\section*{Structure factor in a periodic cell and its long-wavelength limit}

\subsection*{Premises and definitions}

A one-component classical fluid in a single phase at temperature $T$ fills a cubic cell of edge $L$ and volume $V=L^3$ with periodic boundaries and no external field. The $\mathbf r_j$ are molecular centres of mass, $\mathbf r_{ij}=\mathbf r_i-\mathbf r_j$, and $\rho=N/V$. Averages are canonical ($N,V,T$ fixed) unless marked GC (grand canonical, mean number $\bar N$, $\rho=\bar N/V$). Fourier transforms are $\hat f(\mathbf k)=\int f(\mathbf r)e^{-i\mathbf k\cdot\mathbf r}d^3r$. Define
\begin{equation}
\rho_{\mathbf k}=\sum_{j=1}^N e^{-i\mathbf k\cdot\mathbf r_j},\qquad S(\mathbf k)=\frac1N\langle|\rho_{\mathbf k}|^2\rangle,\qquad
\rho g(\mathbf r)=\frac1N\Big\langle\sum_{i\ne j}\delta_L(\mathbf r-\mathbf r_{ij})\Big\rangle ,
\label{def}
\end{equation}
with the periodic delta function $\delta_L(\mathbf r)=\sum_{\mathbf n}\delta(\mathbf r+\mathbf nL)$, $\mathbf n\in\mathbb Z^3$, and $h=g-1$. A molecule and its images are one degree of freedom, so $\rho_{\mathbf k}$ must not change under $\mathbf r_j\to\mathbf r_j+\mathbf nL$. This requires $\mathbf k=2\pi\mathbf n/L$, and the smallest nonzero wavenumber is $k_{\min}=2\pi/L$.

\subsection*{From $S(\mathbf k)$ to $g(\mathbf r)$}

Split $|\rho_{\mathbf k}|^2=\sum_{i,j}e^{-i\mathbf k\cdot\mathbf r_{ij}}$ into the $N$ terms with $i=j$, each equal to 1, and the rest. For allowed $\mathbf k$ the plane wave is periodic, so $e^{-i\mathbf k\cdot\mathbf r_{ij}}=\int_Ve^{-i\mathbf k\cdot\mathbf r}\delta_L(\mathbf r-\mathbf r_{ij})\,d^3r$, and $\int_Ve^{-i\mathbf k\cdot\mathbf r}d^3r=V\delta_{\mathbf k,0}$. Averaging and writing $g=h+1$ gives the exact relation
\begin{equation}
S(\mathbf k)=1+\rho\int_V h(\mathbf r)\,e^{-i\mathbf k\cdot\mathbf r}d^3r+N\delta_{\mathbf k,0}.
\label{exact}
\end{equation}
The integral covers the whole cube, and $h(\mathbf r)$ has only cubic symmetry. At $\mathbf k=0$, $\rho_0=N$ and $S=N$, so \eqref{exact} yields the canonical sum rule
\begin{equation}
1+\rho\int_Vh\,d^3r=0 .
\label{sum}
\end{equation}
For the infinite isotropic fluid, with $h_\infty(r)$ absolutely integrable, the angular average $\frac12\int_{-1}^1e^{-ikru}du=\sin(kr)/(kr)$ gives, for $k\neq0$,
\begin{equation}
S_\infty(k)=1+4\pi\rho\int_0^\infty r^2h_\infty(r)\frac{\sin kr}{kr}\,dr .
\label{radial}
\end{equation}

\subsection*{The limit $k\to0$}

In the GC ensemble replace $N$ by $\bar N$ in the prefactors of \eqref{def}. Integrating $g$ over the cell gives $\langle N(N-1)\rangle=\bar N\rho\int_Vg\,d^3r$. Add $\bar N$ and subtract $\bar N^2=\bar N\rho V$:
\begin{equation}
\frac{\langle N^2\rangle-\bar N^2}{\bar N}=1+\rho\int_Vh_{\rm GC}\,d^3r .
\label{var}
\end{equation}
The weight of a state depends on $\mu$ through $e^{\mu N/k_BT}$, so differentiating $\bar N$ gives $\langle N^2\rangle-\bar N^2=k_BT\,V(\partial\rho/\partial\mu)_T$. For large $V$ the Gibbs--Duhem relation $dp=\rho\,d\mu$ at fixed $T$ holds, and $(\partial\rho/\partial\mu)_T=\rho(\partial\rho/\partial p)_T=\rho^2\kappa_T$ with $\kappa_T=\rho^{-1}(\partial\rho/\partial p)_T$. Let $V\to\infty$ in \eqref{var}. Since $|\sin kr/kr|\le1$ and $h_\infty$ is absolutely integrable, dominated convergence makes \eqref{radial} continuous at $k=0$, hence
\begin{equation}
S_0\equiv\lim_{k\to0}S_\infty(k)=1+4\pi\rho\int_0^\infty r^2h_\infty\,dr=\rho k_BT\kappa_T .
\label{comp}
\end{equation}
The order of limits is $L\to\infty$ first and $k\to0$ second. In a closed cell the same integral vanishes by \eqref{sum}.

\subsection*{Finite cell: ensemble and images}

A GC average is a mixture of canonical ones, $A_{\rm GC}=\sum_NP(N)A_N$. Expanding $A_N$ about $\bar N$, the linear term averages to zero and the variance is $\bar NS_0$, so $A_{\rm GC}=A_{\bar N}+\frac12\bar NS_0V^{-2}\partial_\rho^2A$ to leading order. Take $A=\rho^2g$ and $A=\langle|\rho_{\mathbf k}|^2\rangle=V\rho S$; in the correction term the two ensembles need not be distinguished:
\begin{align}
g_N(\mathbf r)&=g_{\rm GC}(\mathbf r)-\frac{S_0}{2N}\,\partial_\rho^2(\rho^2g)\;\longrightarrow\;1-\frac{S_0}{N}\quad(\text{large }r),\label{LP}\\
S_N(\mathbf k)&=S_{\rm GC}(\mathbf k)\Big[1-\frac{S_0}{2N}D(k)\Big],\qquad D=\frac{\rho}{S}\,\partial_\rho^2(\rho S),\quad\mathbf k\ne0.\label{ens}
\end{align}
Equation \eqref{LP} is the Lebowitz--Percus correction. The offset $-S_0/N$ contributes $-\rho VS_0/N=-S_0$ to the cell integral and so reconciles \eqref{var} with \eqref{sum}. Being constant, it has no component at allowed $\mathbf k\neq0$, which is why the direct estimate \eqref{def} carries only the $O(1/N)$ shift \eqref{ens}.

In the GC cell the Ornstein--Zernike relation $h=c+\rho\,c*h$ defines the direct correlation function $c$ and gives $S=1/(1-\rho\hat c)$. Assume that $c$ has a molecular range $a<L/2$ and is unchanged by the boundaries; this neglects correlations that wrap around the cell, expected to be of order $e^{-L/\xi}$ with $\xi$ the decay length of $h_\infty$. Then $\hat c$, and with it $S_{\rm GC}$, equal their infinite-system values at every allowed $\mathbf k$. The periodic function with these Fourier coefficients is, by Poisson summation,
\begin{equation}
h_{\rm GC}(\mathbf r)=\sum_{\mathbf n}h_\infty(|\mathbf r+\mathbf nL|).
\label{img}
\end{equation}

\subsection*{Small-$k$ form}

Expanding $\sin kr/kr=1-k^2r^2/6+k^4r^4/120-\dots$ in $\hat c$,
\begin{equation}
\frac1{S_\infty(k)}=\frac1{S_0}+\ell^2k^2+O(k^4),\quad \ell^2=\frac\rho6\int r^2c\,d^3r,\qquad S_\infty\simeq\frac{S_0}{1+k^2\xi^2},\quad\xi^2=S_0\ell^2 .
\label{oz}
\end{equation}
Barring cancellation in the moments, the $k^4$ term is about $k^2a^2/20$ times the $k^2$ term. The corresponding tail is
\begin{equation}
\rho h_\infty(r)\simeq\frac{S_0}{4\pi\xi^2}\frac{e^{-r/\xi}}{r},\qquad r\gg a,
\label{tail}
\end{equation}
as $\int_0^\infty e^{-r/\xi}\sin kr\,dr=k/(k^2+\xi^{-2})$ confirms. Its amplitude is fixed by the pole at $k^2=-\xi^{-2}$ and is thus uncertain by a relative amount of order $a^2/(20\xi^2)$. By \eqref{oz}, $S_0$ is the inverse intercept of a straight-line fit of $1/S$ against $k^2$ over the lowest shells.

\subsection*{Truncation at $R$}

A radial histogram covers complete spheres only for $r\le L/2$. Let $S_R(k)$ be \eqref{radial} with upper limit $R$. Multiplying $h$ by the indicator of a ball convolves $S-1$ in three dimensions with the transform of the ball:
\begin{equation}
S_R(k)-1=\int\!\frac{d^3k'}{(2\pi)^3}[S(k')-1]\,W_R(|\mathbf k-\mathbf k'|),\quad
W_R(q)=4\pi\!\int_0^R\!r^2\frac{\sin qr}{qr}dr=\frac{4\pi}{q^3}(\sin qR-qR\cos qR).
\label{W}
\end{equation}
A sinc kernel appears in the one-dimensional form, and it acts on $F(k)=k[S(k)-1]=4\pi\rho\int_0^\infty rh\sin kr\,dr$, which is odd in $k$. The inverse sine transform is $4\pi\rho\,rh(r)=\pi^{-1}\int_{-\infty}^\infty F(k')\sin k'r\,dk'$. Insert it in $F_R=4\pi\rho\int_0^Rrh\sin kr\,dr$ and use
\begin{equation}
\int_0^R\sin kr\sin k'r\,dr=\frac{\sin(k-k')R}{2(k-k')}-\frac{\sin(k+k')R}{2(k+k')} .
\end{equation}
The substitution $k'\to-k'$ with $F(-k')=-F(k')$ turns the second term into the first, so
\begin{equation}
k[S_R(k)-1]=\int_{-\infty}^\infty k'[S(k')-1]\,\frac{\sin(k-k')R}{\pi(k-k')}\,dk' .
\label{sinc}
\end{equation}
The central lobe of the kernel has half-width $\pi/R$, and finer structure in $F$ is smoothed out. The side lobes produce ripples. Integrating the omitted part twice by parts,
\begin{equation}
S_R-S=-\frac{4\pi\rho}{k}\int_R^\infty rh\sin kr\,dr=-\frac{4\pi\rho}{k^2}\Big[Rh(R)\cos kR-\frac{(rh)'_R}{k}\sin kR+\dots\Big].
\label{rip}
\end{equation}
The ripples have period $2\pi/R$ in $k$ and an amplitude set by the step $h(R)$ at the cut.

In a closed cell the spherically averaged $h$ has three long-range parts. Let $x=R/\xi$, $R=L/2$.

\emph{Lost tail.} With \eqref{tail} the omitted integral is elementary:
\begin{equation}
S_R^{\rm tail}(k)=\frac{S_0}{1+k^2\xi^2}\Big\{1-e^{-x}\Big[\cos kR+\frac{\sin kR}{k\xi}\Big]\Big\}\;\xrightarrow{k\to0}\;S_0\big[1-(1+x)e^{-x}\big].
\end{equation}

\emph{Images.} Each $\mathbf n\neq0$ term of \eqref{img} obeys $\nabla^2\phi=\phi/\xi^2$ inside the ball. Its spherical average obeys the same equation and is regular at the origin, so it equals its central value times $\sinh(r/\xi)/(r/\xi)$. With $\Sigma=\sum_{\mathbf n\ne0}e^{-2x|\mathbf n|}/(2x|\mathbf n|)$, $\rho h^{\rm im}=S_0\Sigma\sinh(r/\xi)/(4\pi\xi^2r)$, whose integral over the ball is $S_0\Sigma\,(x\cosh x-\sinh x)$.

\emph{Offset.} The constant $\rho h=-\rho S_0/N=-S_0/V$ from \eqref{LP} adds $-S_0W_R(k)/V$. At $k=0$, $W_R=4\pi R^3/3=\pi V/6$.

Collecting these terms, and dropping the short-range $O(1/N)$ part of \eqref{LP}, which enters at the relative order $S_0D/2N$,
\begin{equation}
\frac{S_R(0)}{S_0}=1-(1+x)e^{-x}+\Sigma\,(x\cosh x-\sinh x)-\frac\pi6 .
\label{net}
\end{equation}
The last term does not depend on $N$. The integral of the uncorrected canonical $h$ to $L/2$ tends to $(1-\pi/6)S_0=0.48\,S_0$ as the cell grows. The upper-limit term of the partial integration depends only on $h$ near $R$, so the leading term of \eqref{rip} with the same three parts gives the ripple
\begin{equation}
-\frac{B\,S_0}{k^2\xi^2}\cos kR,\qquad B=e^{-x}+\Sigma\sinh x-2\pi\frac{\xi^2}{L^2},
\label{B}
\end{equation}
with corrections of relative order $1/(k\xi)$ and $1/(kR)$.

\subsection*{Statistical error}

For $\mathbf k\ne0$ and $L\gg\xi$, $\rho_{\mathbf k}$ is a sum over many nearly independent regions and is close to a complex Gaussian variable of zero mean and uniform phase. Then $|\rho_{\mathbf k}|^2$ is exponentially distributed and its standard deviation equals its mean. Since $\rho_{-\mathbf k}=\rho_{\mathbf k}^*$, the six vectors of the lowest shell supply three independent values, and $M$ uncorrelated configurations give a relative error $1/\sqrt{3M}$, or $0.03$ for $M=400$. The spacing of such configurations is set by the relaxation time of the mode at $k_{\min}$, which must be taken from the autocorrelation of $\rho_{\mathbf k}$.

\subsection*{Range of validity}

Equations \eqref{exact} and \eqref{sum} are exact for any $N$ at allowed $\mathbf k$. Equations \eqref{radial} and \eqref{comp} need an infinite, isotropic, single-phase fluid with integrable $h$; they fail at the critical point, where $\kappa_T$ diverges, and inside the coexistence region. Equations \eqref{LP} and \eqref{ens} need the GC density spread $\sqrt{S_0/N}$ to be small against the relative density change over which $S$ varies. Constant-energy dynamics adds an analogous $O(1/N)$ term from the suppressed energy fluctuations. Equation \eqref{img} needs $L\gg\xi$. Equations \eqref{oz}, \eqref{tail}, \eqref{net} and \eqref{B} need $\xi$ and $R$ large against $a$, and \eqref{oz} needs $k^2a^2/20\ll1$; very close to the critical point the Lorentzian is modified for $k\xi\gg1$. Equations \eqref{W} and \eqref{sinc} are identities for integrable $h$. $S(k_{\min})$ approximates $S_0$ only if $k_{\min}\xi\ll1$.

\subsection*{Illustration: supercritical CO$_2$ near 310 K and 80 bar}

The pressure is $0.050$ eV\,nm$^{-3}$. As approximate inputs take a mass density of 330 kg\,m$^{-3}$ with molecular mass 44.01 u, which gives $\rho=4.5$ nm$^{-3}$, and $\kappa_T=0.7$ MPa$^{-1}=112$ nm$^3$\,eV$^{-1}$, $\xi=1.2$ nm, $a=0.8$ nm. All but the mass and $a$ change quickly with $T$ and $p$ in this region, so the results illustrate magnitudes. With $k_BT=0.0267$ eV,
\begin{equation}
S_0=4.5\times0.0267\times112=13.5,\qquad \ell=\xi/\sqrt{S_0}=0.33\ \text{nm}.
\end{equation}
The table follows from $\rho$, $\xi$ and $S_0=13.5$ without intermediate rounding, with $R=L/2$ and $\Sigma$ summed over $|\mathbf n|^2\le6$.

\begin{center}
\begin{tabular}{lcc}
\hline
 & $N=1000$ & $N=8000$\\
\hline
$L$ (nm) & 6.06 & 12.11\\
$k_{\min}$ (nm$^{-1}$) & 1.04 & 0.52\\
$S(k_{\min})$ from \eqref{oz} & 5.3 & 9.7\\
$S(k_{\min})/S_0$ & 0.39 & 0.72\\
$x=R/\xi$ & 2.52 & 5.05\\
lost tail, $-(1+x)e^{-x}$ & $-0.28$ & $-0.04$\\
images & $+0.09$ & $+0.01$\\
offset, $-\pi/6$ & $-0.52$ & $-0.52$\\
$S_R(0)/S_0$ from \eqref{net} & 0.28 & 0.45\\
$S_R(0)$ & 3.8 & 6.0\\
ripple period $2\pi/R$ (nm$^{-1}$) & 2.07 & 1.04\\
$B$ & $-0.11$ & $-0.05$\\
$|B|S_0/(k\xi)^2$ at $k=5$ nm$^{-1}$ & 0.04 & 0.02\\
$\sqrt{S_0/N}$ & 0.12 & 0.04\\
\hline
\end{tabular}
\end{center}

The neglected terms have the following sizes. The $k^4$ ratio $k^2a^2/20$ is $0.03$ at $k_{\min}$ for $N=1000$, and $a^2/(20\xi^2)=0.02$. For that cell $e^{-L/\xi}=0.006$. At $k=5$ nm$^{-1}$, $1/(k\xi)=0.17$, so the ripple amplitude is good to one figure. If $S$ changes by its own size over a density change of some 30\%, $|D|$ is of order 10, and the ensemble shift $S_0|D|/2N$ is about $0.07$ for $N=1000$ and $0.008$ for $N=8000$. For the smaller cell this is as large as the image term and makes the second figure of $S(k_{\min})$ and $S_R(0)$ uncertain.

Reading $\kappa_T$ from $S(k_{\min})$ recovers only the fractions $0.39$ and $0.72$ of it. Reaching $k_{\min}\xi=0.3$, where the fraction is $0.92$, takes $L=25$ nm and $N=7\times10^4$. The truncated integral of the uncorrected $g$ gives 3.8 and 6.0 and saturates at 6.4 for large cells. The compressibility is therefore obtained from the direct sum \eqref{def} at several allowed $\mathbf k$, extrapolated with \eqref{oz}, or from a $g(r)$ whose offset $-S_0/N$ has been removed and whose tail has been continued beyond $R$.